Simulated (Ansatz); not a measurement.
A (100) slab of Al (P6_3/mmc (No. 194)), 15 planes, outer planes Al (top) and Al (bottom), with 20 atoms (Al20) in a surface cell of A = 26.139 Å², as cut from the bulk:

```
Al
1.0
     2.82220    0.00000    0.00000
     0.00000    9.26206    0.00000
     0.00000    0.00000   26.40578
Al
20
Direct
  0.50000 0.00000 0.28403
  0.50000 0.50000 0.28403
  0.00000 0.75000 0.31488
  0.50000 0.25000 0.34573
  0.00000 0.00000 0.37659
  0.00000 0.50000 0.37659
  0.50000 0.75000 0.40744
  0.00000 0.25000 0.43829
  0.50000 0.00000 0.46915
  0.50000 0.50000 0.46915
  0.00000 0.75000 0.50000
  0.50000 0.25000 0.53085
  0.00000 0.00000 0.56171
  0.00000 0.50000 0.56171
  0.50000 0.75000 0.59256
  0.00000 0.25000 0.62341
  0.50000 0.00000 0.65427
  0.50000 0.50000 0.65427
  0.00000 0.75000 0.68512
  0.50000 0.25000 0.71597
```

All numbers below come from DFT r2SCAN, scalar-relativistic, plane waves, PAW in Ansatz 0.2.0. Cutoff 500 eV; k points 12×4×1 on the computed 20-atom cell (Γ-centred); Gaussian smearing, width 0.10 eV; no spin polarisation. The cell repeats along c with a dipole correction in the vacuum.

Against the same 20 atoms in the bulk, the slab as cut lies 3.761 eV higher and the relaxed slab 3.672 eV higher.

Q: Work out the surface energy before and after relaxation.

A: The slab has two faces, so γ = (E_slab − N·E_bulk)/(2A), the mean of both. As cut: 3.761/(2 × 26.139) = 0.0719 eV/Å², and 1 eV/Å² = 16.02 J/m², so γ = 1.15 J/m². Relaxed: 3.672/(2 × 26.139) = 0.0702 eV/Å² = 1.13 J/m². Relaxation recovers 2 % of the cost of cutting.

Q: What is the ideal work of this cut, per area?

A: Griffith's ideal work is 2γ: 2.31 J/m² if the new faces stay rigid, 2.25 J/m² if they relax. Other cuts parallel to this plane can cost less. One thickness was run, 15 planes, so γ can still shift with it.

The reference crystal is a form of Al, which isn't its usual structure.

Cutting this crystal costs 1.15 J/m² averaged over the two faces, and relaxation lowers that only to 1.13 J/m². Most of the cost is therefore the loss of neighbours at the cut, with little recovered by moving the atoms. This fits a simple sp metal: its bonding is delocalised and only weakly directional, so the electron density can smooth itself over the exposed atoms and screen the disturbance without extensive rebonding. The small energy gain doesn't by itself mean that the atomic displacements are small, since soft motions can cost or release little energy.

The two faces aren't equivalent. The bottom ends in a plane with two atoms per surface cell, the top in a plane with one, so their coordination probably differs and the mean can't be assigned to either. Their sum still describes this particular cut, because the two terminations are complementary. The close-packed stacking resembles ordinary fcc aluminium locally, but this face cuts across the close-packed layers, so its energy is no measure of the fcc (111) surface.
